# Silane on a small basis: which error belongs to what?

## The question

Taking silane apart into one silicon and four hydrogen atoms costs 14.109 eV by the best estimate, with the nuclei held still. How far below this value does each level of theory fall in the small cc-pVDZ basis, and is the basis or the method to blame? Five levels can be forecast from the other rows.

Errors in the atomization energy of silane (SiH4, neutral singlet), computed with Ansatz 0.2.0 and the in-house AFQMC program afq 1. The basis is cc-pVDZ except in the CBS rows, with an RHF determinant for the molecule, frozen cores and a PBE0/def2-TZVP geometry. The reference level for the best estimate is CCSDT(Q).

```tsv
level	this level less the best estimate at the basis limit (meV)	statistical noise, one standard error (meV)
HF	?	?
MP2	?	?
CCSD	?	?
CCSD(T)	?	?
CCSDT	?	?
CCSDT(Q)	-1027.0	0.000
ph-AFQMC/HF	-945.0	21.000
ph-AFQMC/CISD	-1021.0	3.000
released AFQMC	-1022.0	5.000
free AFQMC	-1023.0	6.000
HF/CBS	-2972.0	0.000
MP2/CBS	-336.0	0.000
CCSD(T)/CBS	-5.0	0.000
```

A negative entry means that the molecule is bound too weakly. Rows marked CBS stand at the basis limit, which is extrapolated from larger basis sets; all others are in cc-pVDZ. The core electrons are left uncorrelated throughout. CCSD treats the correlation of electron pairs, (T) and T add triples approximately or in full, and (Q) adds approximate quadruples.

## One electronvolt from the basis

CCSDT(Q) is the reference for the treatment of correlation, yet in cc-pVDZ it lies 1027 meV too low. That is 7% of the binding, and it is the price of the basis.

Theory explains the sign. Two electrons avoid each other at close range, and a few smooth functions describe this avoidance poorly. The molecule has more close pairs than the separate atoms, so it loses more energy, and the binding comes out too small. A small basis also hampers the orbitals themselves, usually more in a molecule than in round atoms.

## A simpler system: H₂

In H₂ two separate electrons become one pair. The free atoms have no correlation energy, so all that the molecule gains strengthens the bond, roughly 1 eV. Hartree-Fock (HF) leaves this out.

Silane has four bonding pairs, while the valence shell of a free silicon atom in its triplet ground state already holds one, the 3s pair. The net gain is three pairs, or some 3 eV if each counts as in H₂. At the basis limit HF indeed falls short by 2972 meV. The count gives only the size: pairs differ and influence one another, and the 3p electrons of the silicon atom add some correlation of their own.

H₂ also suggests how the higher levels behave. CCSD is exact for two electrons within a given basis, and would remain so for several pairs that ignore each other. Triples matter only because the pairs interact, which should be a modest effect among four single bonds.

## Five forecasts

**CCSD(T): −1032 ± 3 meV.** This is bookkeeping. The best estimate is CCSD(T) at the limit plus a small step to CCSDT(Q), taken here to be the step in cc-pVDZ. The limit row shows a step of 5 meV, so CCSD(T) should lie that far below CCSDT(Q).

**CCSDT: −1028 ± 4 meV.** The same small step has to cover both full triples and quadruples. Full triples should supply most of it.

**CCSD: −1072 ± 30 meV.** For the interaction of the pairs I allow roughly 40 meV, a rough expectation for four single bonds.

**MP2: −1363 ± 90 meV.** Second-order perturbation theory (MP2) takes only the first step in correlating each pair. At the limit it lies 331 meV below CCSD(T). If the small basis harms both levels equally, this gap carries over unchanged. If the gap instead shrinks along with the correlation energy, MP2 should come to about −1280 meV.

**HF: −3257 ± 150 meV.** Here the estimate can be worked in full:

1. At the limit, correlation adds $2972-5=2967$ meV to the binding.
2. A basis of this size is assumed to recover about three quarters of that, $0.75\times2967\approx2225$ meV.
3. HF should lie this far below CCSD(T), at $-1032-2225=-3257$ meV.

The error bar corresponds to about five percentage points in the assumed share. From lowest to highest, the order should be HF, MP2, CCSD, CCSD(T), CCSDT.

## The computed values

The withheld rows as computed:

```tsv
level	this level less the best estimate at the basis limit (meV)	statistical noise, one standard error (meV)
HF	-3341.0	0.000
MP2	-1397.0	0.000
CCSD	-1072.0	0.000
CCSD(T)	-1033.0	0.000
CCSDT	-1028.0	0.000
```

All five values fall inside their ranges, and the order is right. Nothing was fitted: the forecasts use the known rows, an MP2 gap carried over unchanged, and three rough expectations: the share of three quarters, 40 meV for triples and 1 meV for quadruples. The output after the text lists each miss.

## What the hits are worth

CCSD(T) is off by 1 meV, no more than the rounding of the values. That confirms how the best estimate was put together and says nothing about its accuracy. CCSDT is hit to the last digit, within a range that was narrow from the start.

CCSD is also hit exactly, which is luck with an error bar of 30 meV. The physical content is that triples add only 39 meV, against a correlation part of 2308 meV in the same basis. The correlation part of silane's binding is mostly a matter of pairs, as the comparison with H₂ suggested.

## What the misses teach

HF came out 84 meV lower than forecast. The forecast implied that the small basis costs HF $3257-2972=285$ meV, but the computed cost is 369 meV. More than a third of the basis error therefore arises before any correlation is treated. The table does not show which functions are missing. Candidates are found on both elements: cc-pVDZ has a single set of d functions on silicon, and only two s functions and one p set on each hydrogen, which leaves the orbitals little room to adapt to the bonds.

MP2 came out 34 meV lower than forecast. Its gap to CCSD(T) is wider in the small basis, 364 meV, so the idea of a shrinking gap fails even in direction. Theory offers a likely reason, not tested here: MP2 correlates each pair without the couplings that temper the gain in coupled cluster. It therefore profits more from added functions and loses more when they are absent.

## A good number for the wrong reason

Of all the cc-pVDZ rows, phaseless AFQMC with the HF trial lies closest to the best estimate, at −945 meV. Within its own basis, however, it binds too strongly by 82 ± 21 meV relative to CCSDT(Q), and this excess cancels part of the basis error. The total energies show where it arises. For the molecule the two methods differ by only 1 meV, well inside the noise of 19 meV. The fault therefore lies in the free atoms, and since a hydrogen atom has no correlation to miss, it lies in silicon, whose energy comes out too high.

With the better CISD trial, or with the constraint released, AFQMC agrees with CCSDT(Q) to within 6 meV. This points to the phaseless constraint, which steers the random walk by the trial and inherits its faults. A single determinant may be a poorer guide for the open-shell silicon atom than for silane with its four closed bonds. The agreement of the released walk with CCSDT(Q) is weaker evidence than it looks, since such a reference was accepted only when the two were close.

## What it means for silane in use

Silane is a gas from which silicon films are deposited in chip making, and models of that process need the energies of its reactions. For complete atomization, going from cc-pVDZ to the basis limit changes CCSD(T) by 1028 meV, while going on to CCSDT(Q) changes it by about 5 meV. Effort is best spent on the basis first. In a single reaction step part of the basis error may cancel, and a comparison with measured heats also needs the motion of the nuclei.

Printed output of the fit:

```
Forecasts for HF, MP2, CCSD, CCSD(T), CCSDT in cc-pVDZ (meV): -3257, -1363, -1072, -1032, -1028
Error bars of these forecasts (meV): 150, 90, 30, 3, 4
Computed values of the same rows (meV): -3341, -1397, -1072, -1033, -1028
Misses, forecast less computed (meV): 83.75, 34, 0, 1, 0
Number of the five forecasts inside their bars: 5
Rival MP2 forecast with a gap that shrinks with the correlation part (meV): -1280
Basis shortfall of CCSDT(Q) in percent of the best estimate 14.109 eV: 7.279
Basis shortfall of CCSDT(Q) per Si-H bond (meV): 256.8
Correlation part of the binding at the limit, CCSD(T) less HF (meV): 2967
Gap between CCSD(T) and MP2 at the limit (meV): 331
Share of the correlation part that MP2 gives at the limit (percent): 88.84
Levels less CCSDT(Q) within cc-pVDZ, HF to free AFQMC in row order (meV): -2314, -370, -45, -6, -1, 0, 82, 6, 5, 4
Excess of AFQMC with HF trial in standard errors: 3.905
Correlation part in cc-pVDZ, CCSD(T) less HF (meV): 2308
Share of the limit correlation part recovered in cc-pVDZ (percent): 77.79
Basis shortfall of HF (meV): 369
Basis shortfall of MP2 (meV): 1061
Basis shortfall of CCSD(T) (meV): 1028
Gap between CCSD(T) and MP2 in cc-pVDZ (meV): 364
Triples part in cc-pVDZ, CCSD(T) less CCSD (meV): 39
Full triples less perturbative triples in cc-pVDZ (meV): 5
Quadruples step, CCSDT(Q) less CCSDT in cc-pVDZ (meV): 1
```
